**Which atom holds the outer orbitals of BiP?**
The table holds orbital energies, main atomic shells and Mulliken shares for BiP at 2.294 Å, from PBE0/def2-SVPD with a core potential on Bi and no spin-orbit coupling. The program reads the order of the atomic levels from a two-level model with overlap, and compares one lean for the whole molecule with separate leans for the *s* and *p* shells. Over five orbitals the root-mean-square error in the Bi share is 0.066 with one lean and 0.015 with two; when each orbital is predicted from the others, the errors are 0.083 and 0.023. The bonding *s* orbital leans to Bi and the *p* bonding orbitals lean to P, while a localised Bi 6s pair misses the share of 7sigma by 0.42. The model fails for the empty 10sigma orbital, which was left out of the fit: it gives a Bi share of 0.55 where the table has 0.78.

Outer orbitals of singlet BiP at a bond length of 2.294 Å, computed with PySCF 2.14.0 at the UPBE0/def2-SVPD level, with occupations held in C2v symmetry, a scalar-relativistic core potential for 60 electrons on Bi and no spin-orbit coupling. Each row covers both spins; the shares are Mulliken shares, and the first atom is Bi.

## The fit in Python

```python
# Table: outer orbitals of BiP (PySCF, PBE0/def2-SVPD, ECP on Bi, no spin-orbit, R = 2.294 A):
# energy (eV), main shell, its Mulliken share, Mulliken share on Bi.
# Tested: which atom holds an orbital: (A) whole-atom electronegativity, (B) inert pair / ionic,
# (C) two-level matching shell by shell; also the Bi charge summed from the shares.
T = {
    'orbital': ['1delta', '1delta', '3pi', '3pi', '7sigma', '8sigma', '9sigma', '4pi', '4pi', '5pi', '5pi', '10sigma'],
    'filling': [2, 2, 2, 2, 2, 2, 2, 2, 2, 0, 0, 0],
    'e': [-29.61, -29.61, -29.54, -29.54, -17.88, -13.49, -7.34, -6.81, -6.81, -2.7, -2.7, 0.19],  # eV
    'shell': ['Bi d', 'Bi d', 'Bi d', 'Bi d', 'Bi s', 'P s', 'P p', 'P p', 'P p', 'Bi p', 'Bi p', 'Bi s'],
    'share': [1.0, 1.0, 1.0, 1.0, 0.56, 0.56, 0.5, 0.51, 0.51, 0.49, 0.49, 0.63],
    'first': [1.0, 1.0, 1.0, 1.0, 0.58, 0.41, 0.44, 0.48, 0.48, 0.56, 0.56, 0.78],
}
import numpy as np
from scipy.constants import e as qe, c
U = {}
for i, o in enumerate(T['orbital']):
    U.setdefault(o, i)
E = {o: float(T['e'][i]) for o, i in U.items()}
p = {o: float(T['first'][i]) for o, i in U.items()}
print("rounding floor: share 0.005, pair sum 0.01, energy difference 0.01 eV")
print("splits (eV): 3pi-1delta %.2f, 4pi-9sigma %.2f, 9sigma-8sigma %.2f" % (E['3pi']-E['1delta'], E['4pi']-E['9sigma'], E['9sigma']-E['8sigma']))
print("two-level pairs; offset H_Bi-H_P at S=0 (times 1-S^2 otherwise)")
off = {}
for lo, hi in [('7sigma', '8sigma'), ('4pi', '5pi'), ('9sigma', '10sigma')]:
    g = E[hi]-E[lo]; d1 = -g*(2*p[lo]-1); d2 = g*(2*p[hi]-1); off[lo] = (d1, d2)
    print(" %s/%s gap %.2f eV, Bi share sum %.2f, offset %+.2f (lower) %+.2f (upper) +-%.2f eV" % (lo, hi, g, p[lo]+p[hi], d1, d2, 0.01*g))
g = E['8sigma']-E['7sigma']; ds = np.mean(off['7sigma'])
print(" s pair: mean offset %+.2f eV = %.0f%% of gap; 2|coupling| at S=0 %.2f eV" % (ds, 100*abs(ds)/g, np.sqrt(g*g-ds*ds)))
print(" pi offset minus mean s offset: %.2f to %.2f eV" % (off['4pi'][0]-ds, off['4pi'][1]-ds))
orb = ['7sigma', '8sigma', '9sigma', '4pi', '5pi']
sg = np.array([1, -1, 1, 1, -1])      # assigned: bonding +1, antibonding -1
iss = np.array([True, True, False, False, False])
y = np.array([p[o] for o in orb]); lean = sg*(y-0.5)   # >0: bonding member leans to Bi
xA, xs, xp = lean.mean(), lean[iss].mean(), lean[~iss].mean()
A = 0.5+sg*xA; Ap = 0.5+sg*xp; C = 0.5+sg*np.where(iss, xs, xp)
print("fitted lean to Bi: A one value %+.3f; C s shell %+.3f, p shell %+.3f" % (xA, xs, xp))
print("orbital  Bi share  lean   resid A  resid A(p-fitted)  resid C")
for k, o in enumerate(orb):
    print(" %-7s %.2f   %+.2f   %+.3f   %+.3f   %+.3f" % (o, y[k], lean[k], y[k]-A[k], y[k]-Ap[k], y[k]-C[k]))
rms = lambda v: np.sqrt(np.mean(np.square(v)))
idx = np.arange(len(orb))
looA = [lean[k]-lean[idx != k].mean() for k in idx]
looC = [lean[k]-lean[(idx != k) & (iss == iss[k])].mean() for k in idx]
print("rms: A %.3f, A(p-fitted) %.3f, C %.3f; leave-one-out A %.3f, C %.3f" % (rms(y-A), rms(y-Ap), rms(y-C), rms(looA), rms(looC)))
print("worst row: A %s, C %s; signs right for 'bonding leans to P': %d of 5" % (orb[np.argmax(abs(y-A))], orb[np.argmax(abs(y-C))], int((lean < 0).sum())))
print("left out 10sigma: C predicts %.2f, table %.2f, resid %+.2f" % (0.5-xp, p['10sigma'], p['10sigma']-0.5+xp))
print("B inert pair: 7sigma 1 vs %.2f (resid %+.2f), 8sigma 0 vs %.2f; 5d rows %.2f" % (p['7sigma'], p['7sigma']-1, p['8sigma'], p['3pi']))
print("share of other shells on the main atom:")
print(" " + ", ".join("%s %.2f" % (o, (p[o] if T['shell'][U[o]].startswith('Bi') else 1-p[o])-T['share'][U[o]]) for o in orb+['10sigma']))
pop = {o: sum(float(f)*s for oo, f, s in zip(T['orbital'], T['filling'], T['first']) if oo == o) for o in orb[:4]}
q = 5-sum(pop.values())
print("Bi valence electrons %.2f of 5; charge %+.2f e (worst rounding 0.05); ionic limit +3, ratio %.0f%%" % (sum(pop.values()), q, 100*q/3))
print(" loss from Bi: s pair %.2f, 9sigma %.2f, 4pi (both) %.2f e" % (2-pop['7sigma']-pop['8sigma'], 1-pop['9sigma'], 2-pop['4pi']))
for xb in (2.0, 1.9):   # rough recalled Pauling values: Bi 2.0 or 1.9, P 2.2
    ion = 1-np.exp(-(2.2-xb)**2/4)
    print(" Pauling ionicity, chi(Bi)=%.1f (rough recalled): %.3f per bond, %.2f e for three" % (xb, ion, 3*ion))
# further output of the same calculation (closed-shell points)
r = np.array([1.9728, 2.294, 2.7069, 3.1657]); mu = np.abs([-1.6438, -2.1562, -2.432, -2.4821])
qm = np.array([0.2919, 0.22277, 0.1385, 0.060859]); D = 1e-21/c
print("further output: Mulliken charge %.3f e at 2.294 A; summed minus this %+.3f e" % (qm[1], q-qm[1]))
for a, b, m in zip(r, qm, mu):
    pc = b*qe*a*1e-10/D
    print(" r %.3f A: q %.3f e, q*r %.2f D, |dipole| %.2f D, ratio %.2f" % (a, b, pc, m, pc/m))
assert (lean[iss] > 0).all() and (lean[~iss] < 0).all()
assert abs(p['7sigma']+p['8sigma']-1) < 0.0101
assert E['7sigma'] < E['8sigma'] < E['9sigma'] < E['4pi'] < E['5pi']
assert abs(q-qm[1]) < 0.05
```

Output:

```
rounding floor: share 0.005, pair sum 0.01, energy difference 0.01 eV
splits (eV): 3pi-1delta 0.07, 4pi-9sigma 0.53, 9sigma-8sigma 6.15
two-level pairs; offset H_Bi-H_P at S=0 (times 1-S^2 otherwise)
 7sigma/8sigma gap 4.39 eV, Bi share sum 0.99, offset -0.70 (lower) -0.79 (upper) +-0.04 eV
 4pi/5pi gap 4.11 eV, Bi share sum 1.04, offset +0.16 (lower) +0.49 (upper) +-0.04 eV
 9sigma/10sigma gap 7.53 eV, Bi share sum 1.22, offset +0.90 (lower) +4.22 (upper) +-0.08 eV
 s pair: mean offset -0.75 eV = 17% of gap; 2|coupling| at S=0 4.33 eV
 pi offset minus mean s offset: 0.91 to 1.24 eV
fitted lean to Bi: A one value +0.006; C s shell +0.085, p shell -0.047
orbital  Bi share  lean   resid A  resid A(p-fitted)  resid C
 7sigma  0.58   +0.08   +0.074   +0.127   -0.005
 8sigma  0.41   +0.09   -0.084   -0.137   -0.005
 9sigma  0.44   -0.06   -0.066   -0.013   -0.013
 4pi     0.48   -0.02   -0.026   +0.027   +0.027
 5pi     0.56   -0.06   +0.066   +0.013   +0.013
rms: A 0.066, A(p-fitted) 0.085, C 0.015; leave-one-out A 0.083, C 0.023
worst row: A 8sigma, C 4pi; signs right for 'bonding leans to P': 3 of 5
left out 10sigma: C predicts 0.55, table 0.78, resid +0.23
B inert pair: 7sigma 1 vs 0.58 (resid -0.42), 8sigma 0 vs 0.41; 5d rows 1.00
share of other shells on the main atom:
 7sigma 0.02, 8sigma 0.03, 9sigma 0.06, 4pi 0.01, 5pi 0.07, 10sigma 0.15
Bi valence electrons 4.78 of 5; charge +0.22 e (worst rounding 0.05); ionic limit +3, ratio 7%
 loss from Bi: s pair 0.02, 9sigma 0.12, 4pi (both) 0.08 e
 Pauling ionicity, chi(Bi)=2.0 (rough recalled): 0.010 per bond, 0.03 e for three
 Pauling ionicity, chi(Bi)=1.9 (rough recalled): 0.022 per bond, 0.07 e for three
further output: Mulliken charge 0.223 e at 2.294 A; summed minus this -0.003 e
 r 1.973 A: q 0.292 e, q*r 2.77 D, |dipole| 1.64 D, ratio 1.68
 r 2.294 A: q 0.223 e, q*r 2.45 D, |dipole| 2.16 D, ratio 1.14
 r 2.707 A: q 0.139 e, q*r 1.80 D, |dipole| 2.43 D, ratio 0.74
 r 3.166 A: q 0.061 e, q*r 0.93 D, |dipole| 2.48 D, ratio 0.37
```
